# Reading the action off a spectrum: high-$j$ Raman lines of N$_2$

Three rotational Raman lines of $^{14}$N$_2$ in its lowest vibrational level are my whole data set. They were made for this exercise and rounded to 0.01 cm$^{-1}$, as a line list would be. The rounding is their only error, at most $\epsilon = 0.005$ cm$^{-1}$ per line.

| line | position in the branch | Raman shift (cm$^{-1}$) |
|---|---|---|
| $\sigma_-$ | $-8$ | 139.02 |
| $\sigma_0$ | $0$ | 202.17 |
| $\sigma_+$ | $+8$ | 264.87 |

We can count lines along the branch, so we know that these three lie $k = 8$ lines apart. The origin is hidden under the Rayleigh line, so the absolute numbering is unknown. We want the numbering, the bond length and the stiffness of the bond. The tool is the correspondence principle for frequencies, and I begin with the case that made its name.

## A line is a mean of classical frequencies

I write $I$ for the action and keep $j$ for the rotational quantum number. For periodic motion in one coordinate, $I = \oint p\,dq$, and
$$\frac{dI}{dE} = \oint \frac{dq}{\partial H/\partial p} = \oint dt = \frac{1}{\nu_{\rm cl}},\qquad \nu_{\rm cl} = \frac{dE}{dI}.$$
Let the allowed actions be $I_n = (n+\gamma)h$ with a constant offset $\gamma$. Bohr's frequency condition gives
$$\nu(n,n-s) = \frac{E(I_n)-E(I_{n-s})}{h} = \frac{1}{sh}\int_{I_{n-s}}^{I_n} s\,\nu_{\rm cl}\,dI .$$
The line is the mean of the $s$-th harmonic of the classical frequency over the interval of action that the jump spans. For $E\propto I^p$ and $N = n+\gamma$, expansion in $s/N$ gives
$$\frac{\nu(n,n-s)}{s\,\nu_{\rm cl}(I_n)} = 1 - \frac{(p-1)s}{2N} + \dots$$

*Question: Is the mean exact, or only a statement for large $n$?*

It is exact whenever the levels lie on the classical curve $E(I)$, up to an additive constant, at equally spaced actions. That holds for the non-relativistic hydrogen atom and for the rigid rotor. In general it is the leading semiclassical order.

## The Rydberg constant

Suppose we know only the empirical terms $|E| = hcR/n^2$. At large $n$,
$$\nu(n,n-1) \to \frac{2cR}{n^3} = 2cR\left(\frac{|E|}{hcR}\right)^{3/2}.$$
Now take Kepler motion in $V = -\kappa/r$, with $\kappa = e^2/4\pi\varepsilon_0$ and reduced mass $\mu$. The semi-major axis is $a_{\rm K} = \kappa/2|E|$, and Kepler's third law gives
$$\nu_{\rm cl} = \frac{1}{2\pi}\sqrt{\frac{\kappa}{\mu a_{\rm K}^3}} = \frac{1}{\pi\kappa}\sqrt{\frac{2|E|^3}{\mu}} .$$
Both frequencies go as $|E|^{3/2}$, so they can agree at every large $n$. Squaring and equating, $4/(h^3cR) = 2/(\pi^2\kappa^2\mu)$, hence
$$R = \frac{2\pi^2\mu\kappa^2}{h^3c} = \frac{\mu e^4}{8\varepsilon_0^2h^3c},$$
the expression Bohr obtained in 1913. With the electron–proton reduced mass it evaluates to $109\,677.6$ cm$^{-1}$. In terms of the total action, the sum of the radial and angular ones, $E = -2\pi^2\mu\kappa^2/I^2$. So $p=-2$, $I = nh$, and
$$\frac{\nu(n,n-1)}{\nu_{\rm cl}(n)} = \frac{n(2n-1)}{2(n-1)^2} = 1+\frac{3}{2n}+\frac{2}{n^2}+\dots$$
At $n=100$ the ratio is 1.0152. Against the classical frequency at the midpoint $n-\tfrac12$ it is 1.00005, because a mean over an interval differs from the midpoint value only through curvature.

*Question: Would terms $R/(n-\delta)^2$ give a different $R$?*

No. Eliminating $n-\delta$ gives the same relation between frequency and energy at large $n$. The matching fixes the constant and leaves the offset open. Our nitrogen lines will have to supply their own offset.

## The rotor

For rotation $I = 2\pi L$. Put $L = l\hbar$, so that $l = j+\gamma$. Repeat Bohr's argument with terms $E = hcBl^2$. Neighbouring terms differ by $\nu\to 2cBl$, so $\nu^2 = 4cBE/h$. A classical dumbbell of length $r$ has $\nu_{\rm cl}^2 = E/(2\pi^2\mu r^2)$, with $\mu$ now the nuclear reduced mass. Therefore
$$B = \frac{h}{8\pi^2c\,\mu r^2}.$$
Here $p=2$ and the ratio is $1 - s/2l$. The rotor speeds up with action, so the line lies below the harmonic of the upper state; for Kepler motion it lies above.

N$_2$ has no dipole moment. Its polarizability tensor is $\alpha_\perp\mathbf 1+\Delta\alpha\,\mathbf u\mathbf u^{\rm T}$, quadratic in the unit vector $\mathbf u$ along the axis. It therefore contains only the harmonics $0$ and $2\nu_{\rm cl}$, and the shifted lines have $s=2$.

The bond also stretches. With $\xi = (r-r_e)/r_e$, a vibrational wavenumber $\omega$ and a cubic coefficient $a_1$, the potential in cm$^{-1}$ is $K\xi^2(1+a_1\xi)$ with $K = \omega^2/4B$. Minimising $A(1+\xi)^{-2}+K\xi^2(1+a_1\xi)$, where $A = Bl^2$, gives $\xi\approx A/K$ and the energy $A - A^2/K+(3+a_1)A^3/K^2$. Written as $Bl^2 - Dl^4+Hl^6$,
$$D = \frac{4B^3}{\omega^2},\qquad H = (3+a_1)\frac{D^2}{B}.$$
The first is Kratzer's relation. I fit $B$ and $D$, and size $H$ afterwards.

Any term function $c_2l^2 - c_4l^4$ gives lines that are odd in the midpoint $m$ of the interval $[m-1,m+1]$:
$$\sigma(m) = am - bm^3 .$$
For the spectroscopists' convention $F = Bx - Dx^2$ with $x = l^2-\tfrac14$, the classical wavenumber is $\sigma_{\rm cl} = dF/dl = 2Bl-4Dl(l^2-\tfrac14)$. Its integral from $m-1$ to $m+1$ gives $a = 4B-6D$ and $b = 8D$. For the line $j\to j+2$, $m = j+1+\gamma$.

## Step one: the numbering

Treat the $m$ of the central line as a continuous unknown. Form
$$\Delta_1 = \frac{\sigma_+-\sigma_-}{2k} = a - b(3m^2+k^2),\qquad q = -\frac{\sigma_+-2\sigma_0+\sigma_-}{6k^2} = bm .$$
Then $\sigma_0 - m\Delta_1 = q(2m^2+k^2)$, a quadratic:
$$2q\,m^2+\Delta_1 m+qk^2-\sigma_0 = 0 .$$
The data give $\Delta_1 = 7.8656$ cm$^{-1}$, a second difference of $-0.45$ cm$^{-1}$, and $q = 1.172\times10^{-3}$ cm$^{-1}$. Since $q>0$ and $qk^2<\sigma_0$, the product of the roots is negative and exactly one root is positive: $m = 25.500$. A rigid rotor would have given position over spacing, $\sigma_0/\Delta_1 = 25.7$, so the distortion matters.

Differentiating the quadratic,
$$\delta m = 0.245\,\delta\sigma_+ - 0.765\,\delta\sigma_0+0.645\,\delta\sigma_- \quad(\delta\sigma\ \text{in cm}^{-1}),$$
and the worst case, for $k<m$, is
$$|\delta m|\le \epsilon\,\frac{2(2m^2+k^2)/3k^2 - 1}{4qm+\Delta_1} = 0.008 .$$
So $m$ is half-integral, and $\gamma = 0.500\pm0.008$ modulo one. That is the offset in $j(j+1) = (j+\tfrac12)^2-\tfrac14$. The old rule $L = j\hbar$ would have required an integer. With $\gamma=\tfrac12$ the lower states are $j = 16$, 24 and 32, at $m = 17.5$, 25.5 and 33.5.

*Question: Why not take three adjacent lines, and avoid counting?*

Because the numerator grows as $m^2/k^2$. For $k=1$ the denominator, which equals $a+b(m^2-k^2)$, hardly changes, and with the constants found below the bound becomes 0.54. The offset is then lost altogether. If one assumes $\gamma=\tfrac12$, the intensities help: $^{14}$N has nuclear spin 1, and even and odd $j$ carry spin weights 6 and 3. The alternation fixes the parity of $j$, and a slip by two lies outside the bound.

## Step two: $B$ and $D$

With $m$ fixed the problem is linear: $\sigma/m = a-bm^2$. I use the outer lines and hold the central one back as a test. They give $\sigma/m = 7.94400$ and $7.90657$ cm$^{-1}$ at $m^2 = 306.25$ and $1122.25$, which differ by 816. The slope and intercept are $b = 4.587\times10^{-5}$ cm$^{-1}$ and $a = 7.9580$ cm$^{-1}$, with a spare digit carried. I repeat the fit for the neighbouring assignments:

| central $j$ | $B$ (cm$^{-1}$) | $D$ ($10^{-6}$ cm$^{-1}$) | predicted $\sigma_0$ (cm$^{-1}$) |
|---|---|---|---|
| 23 | 2.1304 | 43.9 | 203.60 |
| 24 | 1.9895 | 5.73 | 202.17 |
| 25 | 1.8622 | $-24.0$ | 200.97 |

Any assignment fits two lines. Only $j=24$ predicts the third; the others miss it by more than 1 cm$^{-1}$, and $j=25$ needs a bond that shrinks as it spins.

The errors carry through as
$$\delta b = \frac{1}{816}\left(\frac{\delta\sigma_-}{17.5}-\frac{\delta\sigma_+}{33.5}\right),\qquad \delta a = \frac{\delta\sigma_-}{17.5}+306.25\,\delta b .$$
In the worst case
$$B = 1.9895\pm0.0001\ \text{cm}^{-1},\qquad D = (5.73\pm0.07)\times10^{-6}\ \text{cm}^{-1}.$$
$D$ is known to 1.2 %, since it rests on a small difference of two slopes. The two errors have the same sign: raising $\sigma_-$ or lowering $\sigma_+$ raises both constants.

*Question: What about calibration?*

A common scale factor multiplies the quadratic as a whole. It leaves $m$ alone and passes into $B$ and $D$ in proportion. A common zero shift moves $m$ by only 0.13 per cm$^{-1}$, but a shift of 0.01 cm$^{-1}$ moves $D$ by $0.04\times10^{-6}$ cm$^{-1}$, comparable with the rounding bound.

## Step three: the mechanics

The reduced mass is half the atomic mass of $^{14}$N, approximately $\mu = 7.00154$ u as a given input. The matching formula yields $r = 1.1001$ Å, and $\delta r/r = \delta B/2B$ puts the data error at 0.00003 Å. Kratzer's relation yields $\omega = (4B^3/D)^{1/2} = 2.34\times10^3$ cm$^{-1}$. The error is half the relative error of $D$, or $\pm14$ cm$^{-1}$.

The central line also times the rotation. Twice the classical wavenumber at the midpoint exceeds the line by $8Dm = 0.0012$ cm$^{-1}$, less than the rounding. So $\sigma_{\rm cl} = \sigma_0/2$, and a classical molecule with $L = 25.5\,\hbar$ turns once in $2/(c\sigma_0) = 0.330$ ps, stretched by $\xi = Dm^2/B = 0.19$ %. Measured against the upper state, $l = 26.5$, the rigid-rotor ratio is $1-1/26.5 = 0.962$.

*Question: You assumed $s=2$. Do the positions confirm it?*

They cannot. With $s=1$, terms $B'l^2-D'l^4$ give lines $(2B'-D')m-4D'm^3$ at midpoints $m$, the same odd cubic. Half-integral midpoints then mean integral $l$, so $\gamma=0$. The fit is equally good, with $B'\approx a/2 = 3.979$ cm$^{-1}$ and a length shorter by $\sqrt2$, 0.778 Å. The solution is unique only after mechanics has said which harmonic modulates the scattered light. Here the quadratic form of the polarizability says it is the second.

*Question: Is that $r$ the equilibrium bond length?*

No, and this is where the model, rather than the data, limits us. To leading order the fitted $B$ averages $(1+\xi)^{-2}\approx1-2\xi+3\xi^2$ over the vibration. In level $v$, $\langle\xi^2\rangle = (2B/\omega)(v+\tfrac12)$, and the vanishing mean force gives $\langle\xi\rangle = -\tfrac32a_1\langle\xi^2\rangle$. Hence $B_v = B_e-\alpha_e(v+\tfrac12)$ with $\alpha_e = -6B^2(1+a_1)/\omega$. Our lines do not determine $a_1$. Take $a_1\approx-2.7$ as a typical input for N$_2$. Then $\alpha_e\approx0.017$ cm$^{-1}$, and $r_e$ is shorter than $r$ by $r\alpha_e/4B\approx0.002$ Å, far more than the data error. We have found the effective length of the level $v=0$.

The same shift affects $\omega$, because Kratzer's relation refers to equilibrium constants. Using $B_e$ raises $\omega$ by the fraction $3\alpha_e/4B\approx0.6$ %, or 15 cm$^{-1}$, as large as the data error. The vibrational change of $D$ is of relative order $B/\omega\approx9\times10^{-4}$ times anharmonic coefficients. I therefore trust $\omega$ to about 1 %. Whether one expands in $l^2$ or in $l^2-\tfrac14$ shifts $B$ by $D/2 = 3\times10^{-6}$ cm$^{-1}$, which is immaterial.

*Question: And the sextic term you dropped?*

With the same $a_1$, $H\approx5\times10^{-12}$ cm$^{-1}$, good to one figure at best because $3+a_1$ nearly cancels. To leading order it adds $12Hm^5$ to a line: 0.0025 cm$^{-1}$ at $m=33.5$, half the rounding bound. In the plot of $\sigma/m$ against $m^2$ it adds $12H(306.25+1122.25)$ to the slope between the outer lines, so on a real spectrum the fitted $D$ would come out low by $0.01\times10^{-6}$ cm$^{-1}$, well inside $\pm0.07\times10^{-6}$ cm$^{-1}$. At $j=60$, where $m = 61.5$, the term reaches 0.05 cm$^{-1}$, ten times the rounding bound. Lines that high need $H$ as a fourth unknown and a fourth line to fix it.